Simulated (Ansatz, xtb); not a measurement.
**Two isomers of C5H11BS**

Structure I: `C=C(C)CBSC`, a singlet. Structure II: `CB1CC[C@H](S)C1`, a singlet. Both are isolated molecules in the gas phase, relaxed with PBE0-D3(BJ)/def2-SVP; each stands in its lowest conformer found.

Task: Estimate which is lower in electronic energy at CCSD(T)/def2-SVP + ΔMP2/def2-TZVPP, and by roughly how much.

Result: The CCSD(T)/def2-SVP + ΔMP2/def2-TZVPP calculation puts structure II lower, by 0.129 eV.

Level by level:

```tsv
level	geometry	E(II) − E(I) (eV)	departure from the last row (eV)	job, with rough time for the two
GFN2-xTB	GFN2-xTB	−0.100	+0.029	optimisation, 0.41 s
HF/STO-3G	GFN2-xTB	−0.992	−0.863	single point, 0.42 s
r2SCAN-D4/def2-SVP	GFN2-xTB	−0.290	−0.161	single point, 4.5 s
PBE0-D3(BJ)/def2-SVP	PBE0-D3(BJ)/def2-SVP	−0.374	−0.245	optimisation, 2.6 min
HF/def2-SVP	PBE0-D3(BJ)/def2-SVP	−0.156	−0.027	part of the CCSD(T) run
MP2/def2-SVP	PBE0-D3(BJ)/def2-SVP	−0.270	−0.142	part of the CCSD(T) run
CCSD(T)/def2-SVP	PBE0-D3(BJ)/def2-SVP	−0.156	−0.027	single point
CCSD(T)/def2-SVP + ΔMP2/def2-TZVPP	PBE0-D3(BJ)/def2-SVP	−0.129		single point, 1.7 min
```

As drawn, II has 2 C–B, 1 C–C, 1 S–H in place of 1 C=C, 1 B–S, 1 B–H. Structure I has no ring, II a 5-membered ring.

None of the levels shown reverses the order. The largest departure from CCSD(T)/def2-SVP + ΔMP2/def2-TZVPP is that of HF/STO-3G, 0.863 eV. The last row adds to CCSD(T) the change of the MP2 difference between the two basis sets, here +0.027 eV.

With thermal terms from frequencies at re-optimised GFN2-xTB minima (ideal gas, soft modes damped towards free rotors, one conformer each, 298.15 K, 1 atm): on the last row, ΔE + ΔZPE = −0.111, ΔH = −0.141, ΔG = −0.060 eV.

The correlated steps freeze 11 core orbitals. Mirror images aren't counted in ΔG. Programs: Ansatz 0.2.0, xtb 6.7.1; the last row on 4 threads of Arm Neoverse V1 on a shared host.

The cyclic borane II lies lower, but only modestly, because large bonding contributions nearly cancel. Turning the π component of the C=C bond into σ bonding favours the ring isomer. Against this, I has a B–S bond in which a sulfur lone pair donates into the empty boron p orbital; in II the thiol sits on carbon, and boron keeps only weaker hyperconjugative stabilisation from its alkyl groups. Strain in the five-membered ring is probably a minor cost.

The match between HF and CCSD(T) in the small basis doesn't mean that correlation is unimportant: MP2 shifts the balance towards II, and the higher-order terms take that shift back. The free-energy preference shrinks to −0.060 eV although the enthalpy favours II by more than the electronic energy does, so the loss is entropic, as expected when a flexible open chain is exchanged for a ring. The electronic preference for II is therefore better supported than a clear predominance at room temperature, and neither says whether the isomers can readily interconvert.
